**Spin-orbit constants of 3d and 4p in Ga–Kr and In–Xe: powers of Z and two-electron screening**

The table holds $\zeta$ for the 3d and 4p subshells from non-relativistic unrestricted Hartree-Fock orbitals (PySCF, dyall-av2z) with the X2C one-electron spin-orbit operator, as bare, screened-nucleus and mean-field values. The program fits nothing: it works out ratios, steps, local powers of $Z$, the charge removed by the mean field and the hydrogenic charge implied by each bare value. One parameter-free estimate takes the effective charge from the rms radius and gives 0.43 to 0.82 of the bare constants. Powers of $Z$ exceed four between all neighbouring rows, the implied screening stays near 14 for 3d and 22 to 23 for 4p, and the mean field removes about 11.6 and 3.4 charges. The screened columns equal bare times $1-10/Z$ and $1-2/Z$ to rounding, and small unevenness in the 4p steps is printed but not explained.

Calculated values. Spin-orbit constants ζ of neutral p-block atoms of periods 4 and 5 in their ground configurations, from the X2C one-electron operator on non-relativistic unrestricted Hartree-Fock orbitals (PySCF 2.14.0, dyall-av2z basis, point nucleus, one real determinant at highest spin). The columns use the bare nucleus, screened-nucleus factors or the mean-field two-electron term.

## The fit in Python

```python
# Table: spin-orbit constants zeta (1000/cm) of 3d and 4p for Ga-Kr and In-Xe; PySCF, non-relativistic
# UHF orbitals, dyall-av2z, X2C one-electron operator: bare, screened-nucleus and mean-field values.
# Worked out: screening ratios, order of 3d and 4p, local powers of Z, implied hydrogenic charge, and one
# parameter-free estimate zeta = (alpha^2/2) Z Zeff^3 / [n^3 l(l+1/2)(l+1)] with Zeff from the rms radius.
T = {
    'species': ['Ga', 'Ge', 'As', 'Se', 'Br', 'Kr', 'In', 'Sn', 'Sb', 'Te', 'I', 'Xe'],
    'Z': [31, 32, 33, 34, 35, 36, 49, 50, 51, 52, 53, 54],
    'N': [31, 32, 33, 34, 35, 36, 49, 50, 51, 52, 53, 54],
    'config': ['[Ar] 3d10 4s2 4p1', '[Ar] 3d10 4s2 4p2', '[Ar] 3d10 4s2 4p3', '[Ar] 3d10 4s2 4p4', '[Ar] 3d10 4s2 4p5', '[Kr]', '[Kr] 4d10 5s2 5p1', '[Kr] 4d10 5s2 5p2', '[Kr] 4d10 5s2 5p3', '[Kr] 4d10 5s2 5p4', '[Kr] 4d10 5s2 5p5', '[Xe]'],
    'z_3d_bare': [2.08885, 2.60526, 3.19996, 3.88199, 4.66422, 5.55602, 30.4311, 33.7166, 37.2573, 41.0588, 45.142, 49.521],  # 1000/cm
    'z_3d_screened': [1.41503, 1.79112, 2.23027, 2.74023, 3.33158, 4.01268, 24.2207, 26.9733, 29.952, 33.1629, 36.6246, 40.3505],  # 1000/cm
    'z_3d_mean_field': [1.30009, 1.65497, 2.07103, 2.55546, 3.11893, 3.7696, 23.2885, 25.9587, 28.85, 31.9683, 35.3321, 38.9546],  # 1000/cm
    'z_4p_bare': [0.499951, 0.847535, 1.26957, 1.78132, 2.36468, 2.92102, 28.5355, 32.3556, 36.8046, 41.4294, 46.4382, 51.9326],  # 1000/cm
    'z_4p_screened': [0.467696, 0.794564, 1.19263, 1.67653, 2.22956, 2.75874, 27.3707, 31.0614, 35.3613, 39.836, 44.6858, 50.0092],  # 1000/cm
    'z_4p_mean_field': [0.44278, 0.755137, 1.13669, 1.60166, 2.13412, 2.64464, 26.5913, 30.1962, 34.3987, 38.7746, 43.5196, 48.7306],  # 1000/cm
}
import numpy as np
from scipy.constants import alpha, physical_constants as pc
sp = T['species']; Z = np.array(T['Z'], float); ix = {s: i for i, s in enumerate(sp)}
g = lambda k: np.array(T[k], float)
db, ds, dm = g('z_3d_bare'), g('z_3d_screened'), g('z_3d_mean_field')
pb, ps, pm = g('z_4p_bare'), g('z_4p_screened'), g('z_4p_mean_field')
C = alpha**2/2*pc['hartree-inverse meter relationship'][0]/1e5   # 1000/cm
eV = pc['inverse meter-electron volt relationship'][0]*1e5       # eV per 1000/cm
# further outputs of the same runs: rms radii (bohr); bare and mean-field zeta of other shells (1/cm)
rd = np.array([.89318, .81121, .74654, .69307, .64813, .60958, .35181, .34115, .33113, .32169, .31278, .30436])
rp = np.array([3.718794, 3.118991, 2.730863, 2.500283, 2.292544, 2.116203,
               1.004292, .96319, .92527, .89027, .85792, .82796])
oth = {'Ga': {'2p': (145826.512, 131978.545), '3p': (18592.2068, 16695.5702)},
       'Xe': {'2p': (1453322.07, 1372388.38), '3p': (272192.859, 255966.905),
              '5p': (4881.14172, 4566.78498), '4d': (7370.93406, 5703.01791)}}
# same runs: mean-field 5p zeta of In..Xe (1/cm); for In, Sn, I it is 2S|A| from the Lande constant
p5 = np.array([1057.69603, 2*820.76611, 2298.76437, 3043.74043, 3848.94508, 4566.78498])/1e3
den = lambda n, l: n**3*l*(l + .5)*(l + 1)
r2 = lambda n, l: n*n*(5*n*n + 1 - 3*l*(l + 1))/2   # hydrogenic <r^2> times Zeff^2
row = lambda a, f: ' '.join(format(x, f) for x in a)
print('Mean-field cut (per cent of bare; charges removed, Z*(1-mf/bare)); ratio 3d/4p (one charge for both: %.3f)' % (den(4, 1)/den(3, 2)))
print('   per cent 3d   4p | charges 3d   4p | 3d/4p bare screened mean-field')
for i, s in enumerate(sp):
    print('%-2s %8.1f %6.1f | %8.2f %6.2f | %8.3f %7.3f %7.3f' % (s, 100*(1-dm[i]/db[i]), 100*(1-pm[i]/pb[i]),
          Z[i]*(1-dm[i]/db[i]), Z[i]*(1-pm[i]/pb[i]), db[i]/pb[i], ds[i]/ps[i], dm[i]/pm[i]))
e1 = np.abs(ds/db/(1-10/Z)-1).max(); e2 = np.abs(ps/pb/(1-2/Z)-1).max()
print('screened/bare vs 1-10/Z (3d), 1-2/Z (4p): max rel. dev. %.1e, %.1e; table rounding up to 5e-6 each' % (e1, e2))
for s in oth:
    print('charges removed, other shells of ' + s + ': ' + ', '.join('%s %.2f' % (k, Z[ix[s]]*(1-v[1]/v[0])) for k, v in oth[s].items()))
zd, zp = (db*den(3, 2)/(C*Z))**(1/3), (pb*den(4, 1)/(C*Z))**(1/3)
ed = C*Z*(np.sqrt(r2(3, 2))/rd)**3/den(3, 2); ep = C*Z*(np.sqrt(r2(4, 1))/rp)**3/den(4, 1)
print('Hydrogenic charge implied by bare zeta, charge from rms radius, and radius estimate / bare zeta')
print('    3d: Zeff Z-Zeff Z(rms) est/bare | 4p: Zeff Z-Zeff Z(rms) est/bare')
for i, s in enumerate(sp):
    print('%-2s %8.2f %6.2f %6.2f %6.2f   | %8.2f %6.2f %6.2f %6.2f' % (s, zd[i], Z[i]-zd[i], np.sqrt(r2(3, 2))/rd[i],
          ed[i]/db[i], zp[i], Z[i]-zp[i], np.sqrt(r2(4, 1))/rp[i], ep[i]/pb[i]))
print('worst estimate: 3d %s %.2f, 4p %s %.2f' % (sp[int(np.argmin(ed/db))], (ed/db).min(), sp[int(np.argmin(ep/pb))], (ep/pb).min()))
ex = lambda y: np.diff(np.log(y))/np.diff(np.log(Z))
def fixed(zeff):   # power of Z if Z-Zeff stayed at the mean of the pair
    s = ((Z-zeff)[1:] + (Z-zeff)[:-1])/2
    return 1 + 3*np.log((Z[1:]-s)/(Z[:-1]-s))/np.diff(np.log(Z))
print('pair of rows             ' + ' '.join((a + '-' + b).rjust(5) for a, b in zip(sp[:-1], sp[1:])))
print('power of Z, 3d bare      ' + row(ex(db), '5.2f'))
print('  for fixed Z-Zeff       ' + row(fixed(zd), '5.2f'))
print('power of Z, 4p bare      ' + row(ex(pb), '5.2f'))
print('  for fixed Z-Zeff       ' + row(fixed(zp), '5.2f'))
print('step 3d bare, 1000/cm    ' + row(np.diff(db), '5.2f'))
print('step 4p bare, 1000/cm    ' + row(np.diff(pb), '5.2f'))
print('fall of 4p rms, 0.1 bohr ' + row(-10*np.diff(rp), '5.2f'))
dn = np.log(p5/pm[:6])/np.log(Z[6:]/Z[:6])
print('power of Z down each group, mean-field 4p to 5p (Ga/In .. Kr/Xe): ' + row(dn, '.2f'))
k, n = ix['Kr'], ix['In']
print('mean-field factors Ga-Kr, Kr-In, In-Xe: 3d %.2f %.2f %.2f; 4p %.2f %.2f %.2f' % (dm[k]/dm[0], dm[n]/dm[k], dm[-1]/dm[n], pm[k]/pm[0], pm[n]/pm[k], pm[-1]/pm[n]))
print('3d hole 5/2 zeta, eV (bare, mean field, rough recalled): ' + '; '.join('%s %.2f %.2f ~%g' % (s, 2.5*db[ix[s]]*eV, 2.5*dm[ix[s]]*eV, m) for s, m in (('Kr', 1.2), ('Xe', 13))))
print('4p 3/2 zeta, 1/cm (bare, mean field, rough recalled): ' + '; '.join('%s %.0f %.0f ~%g' % (s, 1500*pb[ix[s]], 1500*pm[ix[s]], m) for s, m in (('Ga', 830), ('Br', 3700))))
assert (db > ds).all() and (ds > dm).all() and (pb > ps).all() and (ps > pm).all()
assert e1 < 2e-5 and e2 < 2e-5
assert ex(db).min() > 4 and ex(pb).min() > 4 and dn.max() < 2
assert db[ix['Sb']] > pb[ix['Sb']] and db[ix['Te']] < pb[ix['Te']] and (dm[n:] < pm[n:]).all()
```

It prints:

```
Mean-field cut (per cent of bare; charges removed, Z*(1-mf/bare)); ratio 3d/4p (one charge for both: 0.474)
   per cent 3d   4p | charges 3d   4p | 3d/4p bare screened mean-field
Ga     37.8   11.4 |    11.71   3.54 |    4.178   3.026   2.936
Ge     36.5   10.9 |    11.67   3.49 |    3.074   2.254   2.192
As     35.3   10.5 |    11.64   3.45 |    2.521   1.870   1.822
Se     34.2   10.1 |    11.62   3.43 |    2.179   1.634   1.596
Br     33.1    9.8 |    11.60   3.41 |    1.972   1.494   1.461
Kr     32.2    9.5 |    11.58   3.41 |    1.902   1.455   1.425
In     23.5    6.8 |    11.50   3.34 |    1.066   0.885   0.876
Sn     23.0    6.7 |    11.50   3.34 |    1.042   0.868   0.860
Sb     22.6    6.5 |    11.51   3.33 |    1.012   0.847   0.839
Te     22.1    6.4 |    11.51   3.33 |    0.991   0.832   0.824
I      21.7    6.3 |    11.52   3.33 |    0.972   0.820   0.812
Xe     21.3    6.2 |    11.52   3.33 |    0.954   0.807   0.799
screened/bare vs 1-10/Z (3d), 1-2/Z (4p): max rel. dev. 2.3e-06, 3.9e-06; table rounding up to 5e-6 each
charges removed, other shells of Ga: 2p 2.94, 3p 3.16
charges removed, other shells of Xe: 2p 3.01, 3p 3.22, 5p 3.48, 4d 12.22
Hydrogenic charge implied by bare zeta, charge from rms radius, and radius estimate / bare zeta
    3d: Zeff Z-Zeff Z(rms) est/bare | 4p: Zeff Z-Zeff Z(rms) est/bare
Ga    16.71  14.29  12.57   0.43   |     8.09  22.91   6.59   0.54
Ge    17.80  14.20  13.84   0.47   |     9.55  22.45   7.85   0.56
As    18.87  14.13  15.04   0.51   |    10.81  22.19   8.97   0.57
Se    19.93  14.07  16.20   0.54   |    11.98  22.02   9.80   0.55
Br    20.98  14.02  17.32   0.56   |    13.04  21.96  10.68   0.55
Kr    22.03  13.97  18.41   0.58   |    13.87  22.13  11.57   0.58
In    35.05  13.95  31.91   0.75   |    26.75  22.25  24.39   0.76
Sn    36.02  13.98  32.90   0.76   |    27.70  22.30  25.43   0.77
Sb    36.99  14.01  33.90   0.77   |    28.73  22.27  26.47   0.78
Te    37.97  14.03  34.89   0.78   |    29.69  22.31  27.51   0.80
I     38.94  14.06  35.89   0.78   |    30.65  22.35  28.55   0.81
Xe    39.91  14.09  36.88   0.79   |    31.61  22.39  29.58   0.82
worst estimate: 3d Ga 0.43, 4p Ga 0.54
pair of rows             Ga-Ge Ge-As As-Se Se-Br Br-Kr Kr-In In-Sn Sn-Sb Sb-Te  Te-I  I-Xe
power of Z, 3d bare       6.96  6.68  6.47  6.33  6.21  5.52  5.07  5.04  5.00  4.98  4.95
  for fixed Z-Zeff        6.48  6.32  6.18  6.06  5.95  5.51  5.18  5.15  5.12  5.10  5.07
power of Z, 4p bare      16.62 13.13 11.34  9.77  7.50  7.39  6.22  6.51  6.10  5.99  5.98
  for fixed Z-Zeff       11.73 10.58  9.82  9.27  8.92  7.46  6.45  6.37  6.29  6.22  6.16
step 3d bare, 1000/cm     0.52  0.59  0.68  0.78  0.89 24.88  3.29  3.54  3.80  4.08  4.38
step 4p bare, 1000/cm     0.35  0.42  0.51  0.58  0.56 25.61  3.82  4.45  4.62  5.01  5.49
fall of 4p rms, 0.1 bohr  6.00  3.88  2.31  2.08  1.76 11.12  0.41  0.38  0.35  0.32  0.30
power of Z down each group, mean-field 4p to 5p (Ga/In .. Kr/Xe): 1.90 1.74 1.62 1.51 1.42 1.35
mean-field factors Ga-Kr, Kr-In, In-Xe: 3d 2.90 6.18 1.67; 4p 5.97 10.05 1.83
3d hole 5/2 zeta, eV (bare, mean field, rough recalled): Kr 1.72 1.17 ~1.2; Xe 15.35 12.07 ~13
4p 3/2 zeta, 1/cm (bare, mean field, rough recalled): Ga 750 664 ~830; Br 3547 3201 ~3700
```
